## Results and discussion

### Where the pseudo wave can be used

Whether the 5d pseudo wave of this platinum potential may replace the all-electron wave depends on the radius at which a property samples it. From 1.05 bohr outward the two differ by less than 1 % of the all-electron value, at 0.84 bohr by about 5 %, and at 0.42 bohr they have opposite signs. Overlap with a neighbouring atom samples the outer range, whereas anything weighted towards the nucleus samples the inner one.

Four sizes describe the wave. It peaks at about 0.85 bohr^(−1/2) near 1.3 bohr. Far out it falls by a factor e over roughly 1.3 bohr, and more slowly just outside the matching radius. A little under half of its norm lies beyond the matching radius of 1.6 bohr. A two-piece rule reproduces the tabulated pseudo wave to about 3 % rms and 7 % in the worst row, and is poorer between the rows next to the joint at 1.6 bohr.

All-electron and pseudo waves u = rR(r) of the 5d shell of a spherical platinum atom, computed with ld1.x 7.5 using the PBEsol functional, scalar-relativistically, in the reference valence configuration 5p⁶5d⁹6s⁰6p¹. The pseudopotential is of the norm-conserving RRKJ type with a d matching radius of 1.6 bohr, outside which the two waves are given the same sign.

| radius (bohr) | all-electron wave (bohr^(-1/2)) | pseudo wave (bohr^(-1/2)) |
| --- | --- | --- |
| 0.210 | -0.0597 | 0.0183 |
| 0.420 | -0.3474 | 0.1291 |
| 0.630 | 0.1461 | 0.3511 |
| 0.840 | 0.5782 | 0.6096 |
| 1.050 | 0.7906 | 0.7945 |
| 1.260 | 0.8444 | 0.8509 |
| 1.470 | 0.8124 | 0.8135 |
| 1.680 | 0.7420 | 0.7420 |
| 1.890 | 0.6588 | 0.6588 |
| 2.100 | 0.5753 | 0.5753 |
| 2.310 | 0.4974 | 0.4974 |
| 2.520 | 0.4273 | 0.4273 |
| 2.730 | 0.3657 | 0.3657 |

The tabulated quantity is u = rR(r), with r the radius and R the radial function, so that u² integrates to one. The atom is spherical and scalar-relativistic, with PBEsol. The equality of the columns from 1.68 bohr outward is imposed by the construction and tests nothing.

### The physical picture

The all-electron 5d wave must be orthogonal to the 3d and 4d core shells, which gives it n − l − 1 = 2 radial nodes. One shows as the sign change between 0.42 and 0.63 bohr. The other must lie inside the first row, since the count demands a second node and a lone node between two later rows would show as another sign change. The pseudo wave is built without nodes and is positive in every row.

Norm conservation, together with the small norm of the inner lobes, helps to explain why the two agree so far inside the matching radius. The scheme matches the integral of u² up to 1.6 bohr, so the pseudo wave has to find room for the norm that the all-electron wave keeps in its inner lobes. Those lobes hold little: the row at 0.42 bohr, times the row spacing, gives 0.21 × 0.3474² = 0.025. On the same measure the pseudo wave holds 0.022 less at 0.42 bohr and 0.021 more at 0.63 bohr, where it fills the region just outside the node, and the main lobe is hardly touched. The seven differences add to 0.011 instead of zero, but rows this sparse cannot integrate a wave with nodes, so conservation is a property of the scheme and not a finding of the table.

The shape then has two regimes. Near the origin the centrifugal barrier of an l = 2 electron pushes the wave out, and it rises as r³ until the attraction bends it over. Far out the electron is in a classically forbidden region, and the binding energy alone sets the rate of decay.

### The rule

Inside the matching radius, a potential without a Coulomb singularity gives u = r^(l+1) times a series in even powers of r. The RRKJ wave is a sum of terms r·j₂(qr), with j₂ a spherical Bessel function and q a wave number, each proportional to r³(1 − q²r²/14 + …). The simplest one-humped function with this structure is a Gaussian:

u ≈ A r³ exp(−βr²), with A = 2.05 and β = 0.98 bohr⁻² (r in bohr).

Its maximum lies at √(3/2β) = 1.24 bohr, against 1.28 from a parabola through the three highest rows. A and β come from a straight-line fit of ln(u/r³) against r² over all seven rows inside 1.6 bohr; they trade against each other and are only shape constants.

Outside, the radial equation in atomic units reads u″/u = 2(V + 3/r² − ε), where V is the potential, 3/r² = l(l+1)/2r² the centrifugal term and ε the level. Dropping V + 3/r² leaves

u ≈ B exp(−κr), with κ = √(2|ε|) and B = 2.91.

The all-electron level of the run, −8.1404 eV, is 8.1404/27.21 = 0.2992 hartree, so κ = √0.5984 = 0.774 bohr⁻¹. In general κ ≈ 0.27 √(|ε|/eV) bohr⁻¹. Only B was fitted, to the logarithm of the six outer rows. It can also be had from normalisation: the inner piece holds 0.539, the tail holds B² exp(−2κ·1.6)/2κ, and so B² = 1.548 × 0.461 × exp(2.477) = 8.5, or B = 2.91. The closeness is partly a cancellation, because the exponential is too high near 1.6 bohr, too low in the last rows and extrapolated beyond 2.73 bohr.

### Two worked rows

At r = 0.84 bohr, r³ = 0.5927 and βr² = 0.98 × 0.7056 = 0.6915, so the exponential is 0.5008 and u = 2.05 × 0.5927 × 0.5008 = 0.609. The pseudo wave is 0.6096, an error of −0.2 %, which is the best row of the table and not typical. Against the all-electron 0.5782 the same estimate is 5 % high.

At r = 2.31 bohr, κr = 0.774 × 2.31 = 1.788, the exponential is 0.1673 and u = 2.91 × 0.1673 = 0.487, which is 2.1 % below the tabulated 0.4974. Both rows were part of the fits, so they illustrate the arithmetic and are no independent test.

### Accuracy, and why the tail is the weaker piece

Relative to the pseudo wave, the inner piece has an rms error of 1.7 % and the outer one of 3.7 %; row-by-row residuals are in the output printed below. Each piece is worst next to the joint, −3.7 % at 1.47 bohr and +6.8 % at 1.68 bohr, far above the rounding of the table. Neither may be carried across: the Gaussian is 56 % low at 2.10 bohr and the exponential 29 % high at 1.26 bohr. At 1.6 bohr itself they give 0.68 and 0.84, while the neighbouring rows confine the wave to between 0.74 and 0.81, so the inner piece is at least 8 % low there, worse than in any tabulated row.

The tail errors run steadily from positive to negative because the wave decays more slowly than exp(−κr). The logarithmic slope rises in every interval, from 0.57 to 0.74 bohr⁻¹, and ends at 96 % of κ. Second differences of the all-electron column show the reason. The curvature u″/u vanishes near 1.89 bohr, so the classical turning point lies outside the matching radius, and there the dropped term is as large as the level itself. By 2.52 bohr an attraction of −0.55 hartree and a centrifugal term of +0.47 leave only −0.07. These values carry the error of a coarse finite difference, yet the trend is far larger than the rounding.

That the exponential is usable even at the turning point follows from the boundary condition. The wave must vanish at infinity, so its slope at one radius is fixed by the potential further out, where the cancellation, to judge from the last slope, is nearly complete. The fitted B then shares the remaining error between the first and the last rows. A fitted power mends the rest: 2.47 r^0.21 exp(−κr) stays within 1.3 % on the six outer rows, but the exponent is a patch for this range.

Two other forms do much worse. The Coulomb tail r^(1/κ) exp(−κr), with power 1.29, is off by up to 29 %. The attraction is not too weak for it, since −0.55 hartree at 2.52 bohr exceeds −1/r = −0.40; the form ignores the centrifugal term, which here removes most of that attraction. Further out it is not the right limit either, since the potential of a semilocal functional such as PBEsol falls off faster than −1/r for a neutral atom. A single Slater function r³ exp(−ζr) over all rows errs by up to 49 %. Its term linear in r has the form of a nuclear cusp, which the pseudo wave lacks: ln(u/r³) starts flat and bends over, so a straight line cannot follow it, and the largest error falls in the innermost row. On the outer rows the factor r³ offsets much of the large exponent ζ = 2.00 bohr⁻¹, but well beyond the table the function would fall too fast for a tail that decays with 0.77.

### Range of the rule

The other waves of the same run show which parts carry over. For 5p, r² exp(−βr²) refitted inside 1.6 bohr is good to 4.3 %, and its maximum at √(2/(2 × 0.95)) = 1.03 bohr agrees with the largest row, 1.05. The pure exponential, with κ = 2.07 bohr⁻¹, is off by up to 16 %. Theory accounts for this: the centrifugal term for l = 1 is a third of that for l = 2, so at 2.52 bohr about −0.55 + 0.16 = −0.39 hartree is left uncancelled. The good d tail rests on a cancellation that a lower l does not enjoy.

For 6s the Gaussian fails: β comes out negative and errors reach 19 %. The outer node of the all-electron 6s wave lies between 1.05 and 1.26 bohr and its largest row is at 2.31, beyond the matching radius of 2.1. The pseudo wave has to join a climbing wave with little norm inside, so u/r grows outward over most of the range. In these three cases the Gaussian works where the maximum lies inside the matching radius, and the exponential only beyond the maximum; the last 6s slope is still 0.18 bohr⁻¹.

The constants belong to this reference atom, which is neutral but excited: 5d⁹6s¹ lies 5.13 eV below 5d⁹6p¹ in the all-electron calculation. Another configuration shifts ε, and κ changes by half the relative shift. Spin-orbit coupling, absent here, would split the shell into two levels with different κ.

A well-matched wave does not certify the potential, whose settings were drawn at random in a set where many potentials are poor on purpose. Against the all-electron atom it errs by 299 meV on that 5.13 eV and by 471 meV on the first ionisation energy of 9.23 eV, which is taken from 5d⁹6s¹ to 5d⁹. The step from 5d⁹6s¹ to 5d⁸6s², which keeps the atom neutral, errs by only 60 meV. Such atomic tests bound the error in a solid but do not give it. The potential is flagged as missing its own reference levels, but the miss is confined to 6p, which is occupied in the reference atom and has no wave of its own; the 5p, 5d and 6s levels are reproduced to 10⁻⁵ Ry. The p scattering phase is wrong by 1.10 rad at 1.28 Ry. The missing 6p wave, the frozen 5s shell and the lack of a core correction are possible causes of the errors in the excitation and ionisation energies, none of them tested separately; neither state of the first ionisation holds a 6p electron, so there the missing wave could act only through the potential built on the reference atom. The d channel itself is accurate near its level, with phase errors of 0.007 rad at −0.8 Ry and 0.004 rad at −0.28 Ry on either side of the level at −0.60 Ry, but is off by 1.27 rad at 4.4 Ry although no bound ghost was found.

Output of the analysis:

```
level -0.2992 hartree, kappa 0.774 /bohr; A 2.05, beta 0.98 /bohr^2, B 2.91
r(bohr)  rule   pseudo  error%  all-el.  error%  pseudo minus all-el.
0.21  0.0182  0.0183   -0.6  -0.0597    sign  0.0780
0.42  0.1278  0.1291   -1.0  -0.3474    sign  0.4765
0.63  0.3474  0.3511   -1.0  +0.1461  +137.8  0.2050
0.84  0.6085  0.6096   -0.2  +0.5782    +5.2  0.0314
1.05  0.8055  0.7945   +1.4  +0.7906    +1.9  0.0039
1.26  0.8653  0.8509   +1.7  +0.8444    +2.5  0.0065
1.47  0.7834  0.8135   -3.7  +0.8124    -3.6  0.0011
1.68  0.7928  0.7420   +6.8  +0.7420    +6.8  0.0000
1.89  0.6739  0.6588   +2.3  +0.6588    +2.3  0.0000
2.10  0.5728  0.5753   -0.4  +0.5753    -0.4  0.0000
2.31  0.4869  0.4974   -2.1  +0.4974    -2.1  0.0000
2.52  0.4138  0.4273   -3.2  +0.4273    -3.2  0.0000
2.73  0.3517  0.3657   -3.8  +0.3657    -3.8  0.0000
inner piece: rms 1.7 %, worst -3.7 % at r = 1.47
outer piece: rms 3.7 %, worst +6.8 % at r = 1.68
all rows: rms 2.8 %, worst +6.8 % at r = 1.68 ; largest absolute error 0.051
table rounding: 0.27 % at r = 0.21, 0.014 % at r = 2.73
worked r=0.84: r^3 0.5927, beta r^2 0.6915, exp 0.5008, u 0.6085
worked r=2.31: kappa r 1.7879, exp 0.1673, u 0.4869
inner piece carried to 1.68, 2.10, 2.73: error % -18 -56 -92
outer piece carried to 1.47, 1.26, 1.05: error % 15 29 62
at rc: inner piece 0.683, outer piece 0.843
power of r, first two rows: 2.82 (l+1 = 3; rule 2.81)
peak (bohr): rule 1.24, parabola pseudo 1.28, all-el. 1.29
all-el. node, linear interpolation: 0.57 bohr
norm of rule: inside 0.539 + outside 0.460 = 0.998
h*(ps^2-ae^2), inner rows: -0.001 -0.022 0.021 0.008 0.001 0.002 0.000 ; sum 0.011
tail log-slopes (/bohr): 0.566 0.645 0.693 0.723 0.741 ; last/kappa 0.96
r 1.89 2.10 2.31 2.52 : u''/u -0.01 0.22 0.36 0.45 (rounding up to 0.01); kappa^2 0.60
  V+3/r^2 (hartree) -0.30 -0.19 -0.12 -0.07 ; 3/r^2 0.84 0.68 0.56 0.47 ; V -1.14 -0.87 -0.68 -0.55
tail with fitted power 0.21, amplitude 2.47: rms 0.9 %, worst +1.3 % at r = 1.68
Coulomb tail, power 1.29: rms 18.1 %, worst +29.2 % at r = 2.73
one Slater function, zeta 2.00 /bohr: rms 17.3 %, worst +48.9 % at r = 0.21
5p inner refit: beta 0.95, rms 2.7 %, worst +4.3 % at r = 0.21
6s inner refit: beta -0.31, rms 10.4 %, worst +18.7 % at r = 1.89
5p tail, kappa 2.07: rms 8.9 %, worst +16.0 % at r = 1.68
6s largest row at r = 2.31; last log-slope 0.18 /bohr
```
